**Question.** I have a map of a silicon atom placed over a Cu(100) surface, with its height relaxed at each place. I understand that it prefers the hollow between four copper atoms. Can I estimate the energy at the other places by hand, say from the top and hollow sites alone? And how far could I trust the result?

Si on a rigid three-layer Cu(100) slab with a 2×2 surface cell, its height relaxed at each place, computed with Ansatz 0.2.0 (PBE, PAW, no spin polarization or dispersion correction). Plane-wave cutoff 420 eV, 5×5×1 k mesh, Gaussian smearing 0.1 eV, dipole correction along z. Places u and v are fractions of the Cu–Cu spacing, counted from above a Cu atom.

```
place u (fractional)  place v (fractional)  energy over the lowest point of the map (eV)  height over the top plane (Å)
              0.0000                0.0000                                         1.447                          2.120
              0.0000                0.1667                                         1.344                          2.080
              0.0000                0.3333                                         1.051                          1.940
              0.0000                0.5000                                         0.813                          1.830
              0.1667                0.1667                                         1.238                          2.030
              0.1667                0.3333                                         0.937                          1.890
              0.1667                0.5000                                         0.691                          1.780
              0.3333                0.3333                                         0.605                          1.740
              0.3333                0.5000                                         0.325                          1.610
              0.5000                0.5000                                         0.000                          1.440
```

**Answer.** Yes, with Pythagoras and one straight line, provided that you first count how many copper atoms are equally near.

Place u and place v are the sideways positions of Si, as fractions of the Cu–Cu spacing a, measured from directly above a copper atom. The spacing is half the cell edge, a = 5.133/2 = 2.567 Å. So (0, 0) is the top site, (0, 1/2) the bridge and (1/2, 1/2) the hollow. Symmetry cancels the sideways force at these three sites, though only the hollow is a minimum. At the other seven places Si has to be held against such a force.

Picture a marble rolled over a layer of fixed balls. It stands high on top of a ball, lower between two and lowest among four, and its height follows from the contact distance alone. Silicon does nearly the same. At all six places in the table where a single copper atom is nearest, the Si–Cu distance is 2.12 Å, although Si has slid as far as 1.21 Å to the side.

Unlike the marble's, silicon's contact distance grows with the number of contacts. A simple picture of metallic bonding offers a reason. Repulsion counts every neighbour in full, while the bonding electrons are shared, so that bonding grows only as the square root of the number of neighbours. For n equally near copper atoms at distance d,

E = n A exp(−p d) − B √n exp(−q d), with p > q.

A and B set the strengths of repulsion and bonding, p and q how fast each decays. The minimum lies at

d = d₁ + ln n / [2(p − q)],

where d₁ is the distance for one neighbour. The sideways position does not appear in this result, so in this picture, which leaves out the farther atoms, the distance stays constant as Si slides. Since ln 2 is half of ln 4, the bridge distance should lie midway between those of the top and the hollow. The map does not single this picture out. A plain pair attraction summed over all copper atoms would also be expected to shorten the contact where only one or two atoms bear the pull of the farther ones. Take the formula as a way to interpolate the distance, not as its proven cause.

The top site gives d₁ = 2.12 Å directly. In the hollow, Si sits 1.44 Å above the plane and a/√2 = 1.815 Å to the side of each neighbour, which makes d = 2.32 Å. For two equal neighbours take the mean, 2.22 Å. The height h then follows from the sideways distance s to the nearest copper atom, from which u and v are counted:

s = a √(u² + v²)
h = √(d² − s²)

The last step turns height into energy, with a straight line from the hollow to the top site:

E = (1.447 eV / 0.68 Å) × (h − 1.44 Å) = 2.13 eV/Å × (h − 1.44 Å)

**First example, the bridge.** Two copper atoms are equally near, so d = 2.22 Å, and s = a/2 = 1.28 Å. The height is √(2.22² − 1.28²) = 1.81 Å, and the energy 2.13 × 0.37 = 0.79 eV. The calculation gives 0.81 eV, with Si 1.83 Å high and 2.235 Å from its two neighbours, a little beyond midway.

**Second example, the place (1/3, 1/3).** One copper atom is nearest, so d = 2.12 Å, and s = 2.567 × √2/3 = 1.21 Å. The height is √(2.12² − 1.21²) = 1.74 Å, and the energy 2.13 × 0.30 = 0.64 eV. The calculation gives 0.61 eV.

Neither place enters the constants of the rule, which come from the top and hollow sites only, though the straight line itself was chosen with the whole map in view. Over the eight remaining places the largest error is 0.035 eV, on a map that spans 1.45 eV. The printed analysis below lists every estimate.

The straight line needs a closer look, because here the marble misleads. A marble loses energy in proportion to height because it has weight. For silicon, height is only a marker of how deeply the atom sits among its neighbours. If the nearest copper atom alone mattered, the energy would not change at all while Si slides off it at constant distance.

Three places in the table show what else is at work: (0, 1/3), (1/6, 1/3) and (1/3, 1/3). Their nearest and second-nearest copper atoms are at practically the same distances. The third closes in, from 3.33 to 2.59 Å, the fourth atom of the square around Si comes nearer as well, and the energy falls from 1.05 to 0.61 eV. These more distant atoms of the square thus seem to supply the gain, although copper atoms outside it recede, and bond angles and the distance to the second layer change as well. That the sum of these effects runs so nearly straight with height is an observation on this map, not a result of the bonding formula. So is the constancy of the shortest distance while other atoms close in, since the formula leaves those atoms out.

The round shape of the path also explains why a simple wave is a poorer guide. A cosine surface drawn through the top, bridge and hollow energies flattens out too early on the way to the hollow and misses by up to 0.21 eV. The path of a rolling sphere keeps steepening as the sphere leaves the top of a ball, and the energy drops steeply with it. The real slope cannot grow all the way: symmetry cancels the force across every line midway between two copper atoms, so the energy levels off on approaching the bridge as well as the hollow.

The same geometry sets the limit of the rule. The count of nearest atoms jumps from one to two at the line midway between two copper atoms, whereas the real distance must change smoothly. Just beside the bridge, the rule with one neighbour would give 0.53 eV instead of 0.79 eV. Just beside the hollow it would even give −0.73 eV, far below the true minimum. The same happens on a midline close to the hollow, where the count jumps from two to four. So check each midline in turn: the place should lie exactly on it or at least 0.4 Å away from it, which is where the table tests the rule.

For diffusion by hops across the surface, the number to estimate is the bridge energy. An atom hopping from hollow to hollow crosses the bridge and avoids the top site, so its barrier on this map is 0.81 eV and not the full 1.45 eV. The copper atoms were frozen, however. Rigid maps often overstate barriers, but the forces left on the copper atoms do not point that way here. They are larger overall with Si in the hollow, where four copper atoms are pushed outward with about 0.52 eV/Å each, than with Si at the bridge. Letting the copper relax should therefore lower the hollow at least as much as the bridge, and the barrier could stay about the same or even rise. Only a calculation with mobile copper atoms can settle this. The effect of the slab's thickness is also untested, as only three layers were computed. In the data makers' tests on other systems, thin slabs were good to some 0.05 to 0.1 eV against thick ones. If the same holds here, the map itself is less certain than the hand estimate's agreement with it suggests. Spin was also left out; whether a magnetic state would lower the top site, and with it the slope of the line, is untested.

For another single atom on this face, the slope and both distances have to be found anew. Calculate the top and hollow sites, estimate the bridge from them, and then calculate the bridge as well: it tests the midway distance and the straight line at once. It does not test the constant distance around a single copper atom, so add a place such as (1/3, 1/3) before you rely on the rest of the map.

Numerical output:

```
Rule of thumb (angstrom, eV):
     row       u       v  equal nearest Cu  sideways distance  estimated length  estimated height  estimated energy  estimate less computed
     0.0       0       0                 1                  0              2.12              2.12             1.447                       0
     0.0       0  0.1667                 1             0.4279              2.12             2.076             1.354                 0.01017
     0.0       0  0.3333                 1             0.8554              2.12              1.94             1.063                 0.01243
     0.0       0     0.5                 2              1.283             2.218              1.81            0.7863                -0.02671
  0.1667  0.1667  0.1667                 1             0.6051              2.12             2.032             1.259                 0.02135
  0.1667  0.1667  0.3333                 1             0.9565              2.12             1.892            0.9618                 0.02477
  0.1667  0.1667     0.5                 2              1.353             2.218             1.758            0.6771                -0.01389
  0.3333  0.3333  0.3333                 1               1.21              2.12             1.741            0.6403                 0.03535
  0.3333  0.3333     0.5                 2              1.542             2.218             1.595            0.3288                0.003835
     0.5     0.5     0.5                 4              1.815             2.317              1.44         4.725e-16               4.725e-16
Si-Cu distances from computed heights (angstrom):
     row       u       v  nearest  second  third
     0.0       0       0     2.12   3.329  3.329
     0.0       0  0.1667    2.124   2.983  3.331
     0.0       0  0.3333     2.12   2.587  3.329
     0.0       0     0.5    2.235   2.235  3.403
  0.1667  0.1667  0.1667    2.118    2.98   2.98
  0.1667  0.1667  0.3333    2.118   2.585   2.98
  0.1667  0.1667     0.5    2.236   2.236  3.064
  0.3333  0.3333  0.3333    2.119   2.586  2.586
  0.3333  0.3333     0.5     2.23    2.23  2.677
     0.5     0.5     0.5    2.317   2.317  2.317
energy per height between hollow and top, eV per angstrom: 2.128
length added per doubling of equal neighbours in the rule, angstrom: 0.09837
largest energy miss over the eight places not used as input, eV: 0.03535
rms energy miss over these eight places, eV: 0.02091
largest height miss over these eight places, angstrom: 0.0218
largest energy miss if the computed heights are used, eV: 0.03675
largest energy miss of the cosine map, eV: 0.2095
bridge energy if only one neighbour is counted, eV: 0.5266
hollow energy if only one neighbour is counted, eV: -0.7325
energy drop from (0, 1/3) to (1/6, 1/3), eV: 0.114
energy drop from (1/6, 1/3) to (1/3, 1/3), eV: 0.332
miss of the rule at the bridge, percent of the computed barrier: -3.285
```
